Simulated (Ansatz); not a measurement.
# Correcting a cheap level on S-containing molecules

The atomisation enthalpy at 298 K in kJ/mol of 8 S-containing molecules: x at PBE-D4/def2-TZVPP, y from tabulated heats of molecules and atoms (CRC Handbook of Chemistry and Physics, NIST-JANAF tables). Shapes, held fixed at every level: PBE0-D4/def2-TZVP. Flexible molecules stand in one conformer, not always the lowest. Computed values hold a harmonic thermal term (PBE0-D4/def2-TZVP) and the atoms' spin-orbit lowering. Programs: Ansatz 0.2.0.

```
                         molecule  x (kJ/mol)  y (kJ/mol)
           H2S (hydrogen sulfide)         730         733
     HBS (hydrogen boron sulfide)        1047        1015
         S2F2 (Difluorodisulfane)        1146        1049
          SOF2 (thionyl fluoride)        1377           ?
       SF4 (sulfur tetrafluoride)        1491        1358
            SO3 (sulfur trioxide)        1546        1420
        CHNS (isothiocyanic acid)        1674        1557
P4S3 (tetraphosphorus trisulfide)        2390        2248
```

Fit y = c + s·x to the known rows and predict y for SOF2.


1. Means of the 7 rows: x = 1432.00, y = 1340.0.
2. Σ(Δx)² = 1715630, Σ(Δx·Δy) = 1567025, so the slope is 1567025/1715630 = 0.91338.
3. Intercept: 1340.0 − (0.91338) × 1432.00 = 32.0. The largest residual of the fit is 36.
4. SOF2: 32.0 + 0.91338 × 1377 = 1290 kJ/mol.

The tabulated heats give 1229 kJ/mol, so the prediction is off by +61 kJ/mol, more than the largest residual. Uncorrected, PBE-D4/def2-TZVPP misses it by +148 kJ/mol, and the other rows by 93 on average. With references in doubt, neither the misses nor the line can be laid on the level alone. Left out in turn, the other rows are missed by 44 kJ/mol on average. The heats of SF4 come from older tables and can be uncertain by 10 kJ/mol or more. The tabulated values of HBS, S2F2, SOF2, P4S3 are in doubt (older tables, estimates, or at odds with other calculations) and kept here.

PBE hardly errs for H2S (730 against 733 kJ/mol) but clearly overbinds SO3 (1546 against 1420) and isothiocyanic acid (1674 against 1557). This is the familiar behaviour of a semilocal functional, which tends to favour the molecule over its separated atoms where multiple bonds or electron-rich O and F neighbours crowd density between the centres. S–H bonds, with no lone pairs on hydrogen, largely escape it.

The error therefore follows the kind and number of bonds rather than the total atomisation enthalpy, the only thing the line sees. Isothiocyanic acid has the larger total of the two overbound molecules, yet not the larger error. A slope below one removes the average overbinding but probably undercorrects molecules rich in S–O and S–F bonds. SF4 and SO3 both lie below the line, and the overshoot for SOF2 has the same sign, though part of it may belong to its tabulated heat. The fit thus works as a rough average correction, not as a transferable one across bond types.
